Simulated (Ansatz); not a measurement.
## LaSb: pressure against volume per atom

Periodic Kohn-Sham DFT of a crystal at fixed atoms; pressure and stress are positive in compression; the energy is the free energy less that of spherical unpolarised free atoms; site moments are those in the method's own spheres, positive along +z. The results are calculated, by Ansatz 0.2.0.

Cell of the first row (space group Fm-3m, No. 225):
```
cell vectors (Å)
   0.0000     3.1788     3.1788
   3.1788     0.0000     3.1788
   3.1788     3.1788     0.0000
atoms (fractions of the cell vectors)
La  0.00000  0.00000  0.00000
Sb  0.50000  0.50000  0.50000
```

Settings of every row: method all-electron PAW; functional PBEsol; relativity scalar; k mesh 10x10x10; filling fermi-dirac; smearing width 0.05 eV; nucleus gaussian.

Atom start moment: 0 on all atoms.

Limits: no spin-orbit coupling on heavy atoms.

```csv
row,volume per atom (Å³),pressure (GPa)
1,32.12,2.818
2,32.803,1.438
3,33.487,0.192
4,33.828,-0.384
5,34.17,-0.932
6,34.512,-1.452
7,34.853,-1.947
8,35.537,?
9,36.22,-3.683
```

Question: what pressure should row 8 give?

Worked fit of pressure. Take u = (V_r/V)^(2/3) − 1 with V_r = 33.999 Å³ an atom, which is twice the finite (Eulerian) strain; such expansions in the strain, on which the Birch-Murnaghan equation of state is built, carry the rest volume and the bulk modulus. The shown rows have u = 0.03863, 0.02416, 0.01017, 0.00337, -0.00334, -0.00993, -0.0164, -0.04131. Least squares give pressure = −0.6616 + 81.866 × u + 211.62 × u² GPa; a straight line predicts inner rows, each left out in turn, worse (root mean square 0.1 against 0.0015 GPa). The rows lie off it by 0.001, -0.002, -0.001, -0.001, 0.001, 0.002, 0.000, -0.001. The pressure vanishes at u = 0.0079, or V = 33.6 Å³ an atom, and there the bulk modulus at fixed shape and fractions is B = −V dP/dV = (2/3)(1 + u) dP/du = 57.3 GPa. The withheld row has u = -0.02906, so the fit gives −0.6616 + 81.866 × (-0.02906) + 211.62 × (-0.02906)² = -2.862 GPa.

The calculation gave -2.86 GPa. The fit lies 0.002 GPa (0.031 % of the column's range) below it; its largest miss of a shown row is 0.002 GPa.
